Collisional stabilisation of D2S2 in hydrogen: response to pressure, temperature, isotope and spin isomer

D2S2 has two mirror-image minima of the D–S–S–D torsion, L and R. The free molecule oscillates between them, because the stationary states are (L ± R)/√2. In a gas the handedness can persist far longer, which answers Hund's paradox dynamically. This section asks how the loss of handedness responds when one condition is changed.

1. The result

Take H = (ħω/2)σx in the basis L, R, with ħω the tunnelling splitting and ω an angular frequency. Collisions are brief on the scale 1/ω and do not convert L into R. One collision multiplies ρ_LR by the overlap ⟨out_R|out_L⟩ of the scattered states, and for normalised states Re(1 − ⟨out_R|out_L⟩) = ½‖out_L − out_R‖². Summing over the flux from a gas of density n gives the decay rate of the coherence,

γ = nκ,  κ = ⟨vη⟩,  η = ½ ∫dΩ |f_L − f_R|²,

with v the relative speed, final internal channels summed (each with its flux factor) and initial states thermally averaged. The imaginary part, an L–R energy shift, vanishes by parity in an isotropic achiral gas. With z = p_L − p_R and y = ⟨σy⟩,

z′ = ωy,  y′ = −ωz − γy,  so  z″ + γz′ + ω²z = 0.

Let Γ be the slowest decay rate of z. For γ < 2ω, z oscillates under an envelope with Γ = γ/2. For γ > 2ω,

Γ = γ/2 − √(γ²/4 − ω²) = (ω²/γ)(1 + ω²/γ² + …),  ∂lnΓ/∂lnγ = −γ/√(γ² − 4ω²).

Γ is the racemisation rate of z; the one-way rate constant L → R is about Γ/2.

2. A model for η

Let the potentials differ as V_L,R = V0 ± C_s/r^s at frozen orientation, the angular factor replaced by a constant magnitude of random sign. On a straight path at impact parameter b the S-matrix elements carry phases χ0 ∓ χ, with χ = I_s C_s/(ħv b^(s−1)), I_7 = 16/15 and I_4 = π/2. Since ∫dΩ|f_L − f_R|² = ∫d²b|S_L − S_R|², χ0 drops out and η = ∫2πb db (1 − cos 2χ). With Γ_E the Euler gamma function,

η7 = π Γ_E(2/3) cos(π/6) [32C7/(15ħv)]^(1/3) = 3.684 [32C7/(15ħv)]^(1/3),
η4 = π Γ_E(1/3) cos(π/3) [πC4/(ħv)]^(2/3) = 4.208 [πC4/(ħv)]^(2/3).

Para-H2 in J = 0 has no mean quadrupole, and the leading term odd under L ↔ R falls as r⁻⁷ (dispersion through the dipole–quadrupole polarisability of D2S2, plus induction). With v0 = √(2kT/μ) and μ the reduced mass, the Maxwell average ⟨v^(2/3)⟩ = 1.061 v0^(2/3) gives κ = 1.061 v0 η7(v0), hence

γ ∝ p T^(−2/3) μ^(−1/3) C7^(1/3).

Assumed inputs: ω = 180 s⁻¹ for all rotational levels (splitting 9.6×10⁻¹⁰ cm⁻¹); effective C7 = 30 Eh a0⁷; masses 68.0 u (D2S2), 66.0 u (H2S2), 2.016 u (H2), 4.028 u (D2); torsional wavenumber 300 cm⁻¹; rotational constant difference A − B = 2.3 cm⁻¹; dipole 1.2 D; H2 quadrupole 0.48 e a0².

Reference state: para-H2, 40 K, 5.0×10⁻⁵ mbar. Then μ = 1.958 u, v0 = 583 m/s, η7(v0) = 64 Å², κ = 3.97×10⁻¹⁰ cm³/s and γ = 3.59×10³ s⁻¹. The model gives Γ = 9.04 s⁻¹ (ω²/γ = 9.02 s⁻¹), a lifetime of 0.11 s, and a critical pressure p_c = 2ωkT/κ = 5.0×10⁻⁶ mbar. The radius √(η7/π) = 4.5 Å corresponds to about 8 units of orbital angular momentum, so the straight path is only a fair description, and the repulsive core lies not far inside. A speed-independent η, the core-dominated limit, is carried as an alternative.

3. Pressure doubled

Reasoning: below p_c each distinguishing collision scrambles the phase of an oscillation, so more gas means faster loss; above p_c collisions interrupt tunnelling before amplitude builds up, so more gas means slower loss. Γ peaks at p_c with Γ = ω.

Calculation: from p_c/2 to p_c, Γ doubles. From p_c to 2p_c it falls by the factor 2 − √3 = 0.268, more steeply than 1/p. At the reference state the logarithmic slope is −1.005, and doubling gives Γ = 4.51 s⁻¹, a factor 0.499.

4. Temperature doubled, 40 → 80 K

Reasoning: at fixed pressure n halves while κ grows only as T^(1/3), so γ falls and Γ rises. At fixed density only κ changes and the sign reverses.

Calculation: at fixed p, γ changes by 2^(−2/3) = 0.630 and Γ becomes 14.4 s⁻¹, a factor 1.59 (about √2 = 1.41 for constant η). At fixed n, γ changes by 1.26 and Γ becomes 7.17 s⁻¹, a factor 0.79.

The two-level picture omits torsional excitation, after which tunnelling is much faster. Write the relaxation rate of v = 1 as εγ, with ε = 0.03 assumed. Detailed balance makes the excitation rate xεγ, x = exp(−hcν̃/kT), and since a visit can at most randomise the handedness, xεγ bounds the added rate through v = 1. At 80 K, x = 4.5×10⁻³ and the bound is 0.3 s⁻¹, small beside 14.4 s⁻¹. The bound grows as p and equals ω²/γ at γ = ω/√(xε). At 40 K (x = 2.1×10⁻⁵) this happens at 3×10⁻³ mbar; at 300 K (x = 0.24) at 1×10⁻⁴ mbar, against p_c = 2×10⁻⁵ mbar from the same scaling. The 1/p law is thus secure over some two decades at 40 K and over less than one at 300 K, where J = 2 of para-H2 also enters.

5. Gas isotope: para-H2 → ortho-D2

Reasoning: both gases are almost wholly in J = 0 at 40 K and share nearly the same C7. The heavier partner arrives more slowly (v down as μ^(−1/2)) but gathers more phase (η up as μ^(1/6)). The flux wins, κ and γ fall as μ^(−1/3), and Γ rises.

Calculation: μ = 3.803 u, γ changes by 0.80, and Γ = 11.3 s⁻¹, a factor 1.25 (about 1.39 for constant η). Every term odd under L ↔ R changes the projection K on the near-symmetry axis, and slower collisions drive such changes less well. This neglected adiabaticity pushes the factor above 1.25. It largely cancels in Section 4, where v and the thermal K both grow as √T.

6. Molecular isotope: D2S2 → H2S2

Reasoning: γ hardly notices the change, but ω depends exponentially on the square root of the torsional inertia, which roughly halves. If ω rises past γ/2 the regime changes and ω²/γ no longer applies.

Calculation: put crudely ω ≈ ω_t exp(−S), with ω_t = 2πcν̃ = 5.65×10¹³ s⁻¹, so S = 26.5 for D2S2. For H2S2, S/√2 = 18.7 and ω_t grows by √2, so ω grows by about 3×10³ to 6×10⁵ s⁻¹. This far exceeds γ/2: the molecule oscillates with Γ = γ/2 = 1.8×10³ s⁻¹, a factor 2×10², where ω²/γ would wrongly give 1×10⁷. The critical pressure moves to 2×10⁻² mbar. The model's splitting is 3×10⁻⁶ cm⁻¹; a typical calculated value is about 2×10⁻⁶ cm⁻¹, so the model runs high by roughly half, and its p_c with it.

7. Spin isomer: para-H2 → normal H2

Reasoning: three quarters of normal H2 is in J = 1 and carries a quadrupole. Tunnelling is assumed to pass the trans barrier, typically the lower one. The dipole of D2S2 lies on the C2 axis, vanishes at the planar trans geometry and reverses from L to R. A dipole–quadrupole term ±C4/r⁴ therefore tells L from R at longer range, γ rises, and Γ falls.

Calculation: with ⟨P2⟩ = 2/5 for J = 1, M = 0 and an angular factor of one, C4 = 0.091 Eh a0⁴ and η4(v0) = 1.2×10² Å². With ⟨v^(1/3)⟩ = 1.019 v0^(1/3), κ4 = 7.3×10⁻¹⁰ cm³/s = 1.8κ. If η4 replaces η7 for J = 1, γ changes by 1/4 + (3/4)(κ4/κ) = 1.6 and Γ by 0.6. For random relative sign, 1 − cos2χ4 cos2χ7 never exceeds the sum of the separate terms, so additivity is the model's ceiling: 2.4 in γ, 0.4 in Γ. Adiabaticity rivals the effect: at b = √(η4/π) = 6.3 Å, ħv0/b = 4.9 cm⁻¹, while the thermal r.m.s. K is 2.5 and the K = 2 → 3 gap is 5(A − B) = 11.5 cm⁻¹. Only low K respond fully, so the factor in Γ probably lies between 0.6 and 1.

8. Summary of the model's responses

Change from reference | factor in γ | factor in Γ
p doubled | 2 | 0.499
T doubled, fixed p | 0.630 | 1.59
T doubled, fixed n | 1.26 | 0.79
ortho-D2 gas | 0.80 | 1.25
H2S2 | 1.00 | 2×10²
normal H2, frozen orientation | 1.6 | 0.6

The absolute rates are the model's: a factor 2 in the assumed ω moves Γ by about 4, and a factor 2 in C7 moves it by about 1.26. In the overdamped regime both inputs cancel from the first four ratios, which depend only on the exponent of v in η.